# The unpaired electron of an oxygen vacancy, seen from the nuclei

## Question

Hafnium dioxide insulates the gates of transistors, and an oxygen vacancy in it can trap an electron. With charge +1 the vacancy holds one unpaired electron. Spin resonance can detect this electron, and its coupling to nearby nuclei splits or broadens the signal, which makes the coupling constants a fingerprint of the defect.

Ansatz 0.2.0, plane-wave PAW with default datasets, PBE, scalar-relativistic, spin-polarised; cutoff 420 eV, 3×3×3 k-mesh. HfO2 with one oxygen vacancy of charge +1 and one unpaired electron, 23-atom supercell, atoms relaxed in a fixed cell. The hyperfine constant A, defined by H = A I·S, comes from the contact spin density alone, with the response of the cores included.

```
atom  distance from the defect (Å)  site moment (muB)  mass number  isotropic hyperfine constant (MHz)
 Hf1                          2.13               0.04          177                                90.1
 Hf3                          2.22               0.03          177                                42.9
 Hf7                          2.28               0.02          177                                45.1
 Hf6                          2.30               0.03          177                                13.0
 O13                          2.42               0.02           17                               -14.9
 O19                          2.44               0.03           17                               -11.7
 O14                          2.56               0.01           17                                -8.0
 O15                          2.57               0.01           17                                -6.1
 O12                          2.66               0.01           17                                -4.9
 O23                          2.85               0.01           17                                -4.3
 O21                          2.89               0.01           17                                -2.7
 O18                          3.05               0.00           17                                -1.0
 O20                          3.20               0.00           17                                -1.2
 O17                          3.56               0.00           17                                -1.0
 O22                          3.59               0.01           17                                -6.0
 Hf4                          3.82               0.00          177                                 7.1
```

The isotropic hyperfine constant $A$ measures the net electron spin exactly at a nucleus, multiplied by the magnetic strength of that nucleus. The site moment measures the net electron spin in a region around the whole atom. The atoms were relaxed around the vacancy before these values were taken. The cell itself kept its size and shape and remained under compression, and a uniform background balanced its charge, so the constants describe this model cell and not a stress-free crystal.

(a) Explain why $|A|$ should fade with distance, and describe the fading on the near oxygen atoms by a simple formula.

(b) Find the oxygen atom that breaks the rule, state the size of the break and discuss its cause.

(c) Hf7 and Hf6 are almost equally far from the vacancy. Explain how their constants can differ so much.

## Model answer

### (a) The fading tail

No single atom holds the electron. Summed over all atoms of the cell, the site moments reach only 0.27 of the one Bohr magneton present, so most of the spin lies outside the atomic regions. This fits an electron trapped in the vacancy, although the sum alone cannot say how much of that spin is in the empty site itself. Had the electron settled on one hafnium ion instead, the moment of that atom would stand far above all the others.

What the neighbouring nuclei feel is the outer part of this trapped state. The wavefunction of a bound electron falls off roughly exponentially outside the region that holds it, and the spin density, its square, does the same. For nuclei of one element the magnetic strength is a common factor, so $\ln|A|$ should fall along a straight line with the distance $r$. The magnitude is used because $^{17}$O has a negative nuclear $g$-factor: its negative constants belong to positive electron spin.

A least-squares line through the seven oxygen atoms closer than 3 Å gives

$$\ln(|A|/\text{MHz}) = 9.85 - 3.04\,(r/\text{Å}).$$

Within this group $|A|$ drops at every step outwards, and the line typically misses by a factor of 1.2. The slope means that each further tenth of an ångström costs about a quarter of the coupling. It summarises a short range of distances inside a crystal and should not be read as a binding energy.

### (b) The oxygen atom that is too bright

Beyond 3 Å, three of the four oxygen atoms have constants near 1 MHz. Contact densities this small are uncertain by their own size, so their order carries no meaning. The fourth, O22, stands out with 6.0 MHz at 3.59 Å, as strong a coupling as that of O15, which is a full ångström closer.

O22 was not part of the fit, so the line can predict it:

$$\ln(|A|/\text{MHz}) = 9.85 - 3.04\times 3.59 = -1.06, \qquad |A| \approx 0.35\ \text{MHz}.$$

The computed constant is about 17 times larger. This prediction reaches well beyond the fitted distances, so the form of the curve matters. A power law in $r$, fitted to the same seven atoms, gives 0.5 MHz and still leaves a factor of 12.

The site moment shows what kind of break this is. With more digits than the table prints, O22 carries 0.014 Bohr magnetons, about twenty times the moment of O17, which lies at almost the same distance. Nor is O22 the only distant oxygen with much spin: in the same run O16, which lies beyond the range of the table, has an even larger moment. The ratio of $|A|$ to moment on O22 is also within the range found on the seven near oxygens. The nucleus of O22 therefore responds in the ordinary way to spin that really is on the atom.

The formula fails because it assumes a round cloud. O17 and O22 show that in this cell the spin density depends on direction as well as on distance. Chemistry offers a reason: the trapped state is built partly from orbitals of the surrounding hafnium atoms, and these mix with orbitals of the oxygen atoms bonded to them. How much spin an oxygen receives then depends on how its bonds are oriented towards the state, an explanation that these numbers do not test.

The small cell may contribute. The calculation repeats the vacancy periodically, and O22 lies farther out than half the shortest cell edge, so a second vacancy may be about as close as the first. If two equal tails met there in step, the wavefunction would double and the density would rise fourfold. Even with the more generous power law this gives only $4\times0.5 = 2$ MHz, a third of the computed value. Simple overlap of round tails is thus an unlikely full explanation, though the repeated vacancies may also have changed the shape of the state.

### (c) The hafnium atom that is too dim

Hf6 is only 0.02 Å farther from the vacancy than Hf7. If hafnium followed the slope found for oxygen, this would lower the constant by about 6%. In fact it falls from 45 to 13 MHz, a factor of 3.5. Even if the weaker value were wrong by its own size, it would remain well below the stronger one.

This time the site moment does not follow the constant. Hf6 carries more spin than Hf7, about 0.028 against 0.020 Bohr magnetons, yet its nucleus feels less. The amount of spin on the atom therefore does not explain the weak coupling. What remains is the way in which that spin is arranged around the nucleus.

Only s electrons have appreciable density at the nucleus in this scalar-relativistic picture, whereas d electrons avoid it. The site moment counts both. Unpaired d spin also acts indirectly: it disturbs the paired inner s shells and usually leaves a little opposite spin at the nucleus. A hafnium atom whose share of the trapped electron is mostly of d character can thus have a sizeable moment and a small $A$.

That Hf6 has more d character than Hf7 is the natural reading, but it is an inference from these rules and not a computed result. The exact size of its constant also deserves caution. Semilocal functionals underestimate the response of the inner shells, and spin–orbit coupling was left out for this heavy element. A stronger response of the inner shells would usually lower the constant of a d-rich atom further, so its underestimate is unlikely to have produced the contrast.

The distant Hf4 is a surprise of the other kind. Carried from Hf7 out to 3.82 Å, the oxygen slope would leave about 0.4 MHz, but the table gives 7.1 MHz. Its ratio of constant to moment is similar to that of Hf7, so Hf4, like O22, seems to hold more spin than a round cloud would bring it. With only one hafnium atom at such a distance in the table, and other vacancies possibly near, the cause stays open.

## Remarks on the reasoning

A good answer notices that O22 and Hf6 are exceptions of opposite kinds. O22 couples strongly because spin has gone where a round cloud would not put it. Hf6 couples weakly although spin is present. A plot of $|A|$ against distance shows both simply as points off a curve; it takes the site moment to tell them apart.

The answer also fits one element at a time. A hafnium and an oxygen nucleus would give different constants in the same spin density, because their magnetic strengths differ and because a heavy atom concentrates its s electrons more strongly at the nucleus. One line through both elements would mix these differences with the fading of the tail.

The same reasoning carries over to related defects. In an oxide with the rock-salt structure, a vacancy that keeps the full symmetry of its site has six equivalent metal neighbours, and a contrast like that between Hf7 and Hf6 cannot arise within this shell. Around the vacancy studied here, the four nearest metal atoms lie at different distances and in different surroundings, so each can take its own mixture of s and d character. If a second electron paired with the first in the same level, the net spin would vanish, and these hyperfine constants with it.

The open question is whether O22 would stay bright around a single, isolated vacancy. The functional used here tends to spread defect states too far, and the small cell lets neighbouring vacancies touch, so both could feed spin to a distant atom. A larger cell would test the second influence. If the same oxygen kept its moment there, the uneven spread would belong to the single defect, at least as this functional describes it; if the moment faded, much of the signal would have come from the repetition of the vacancy.
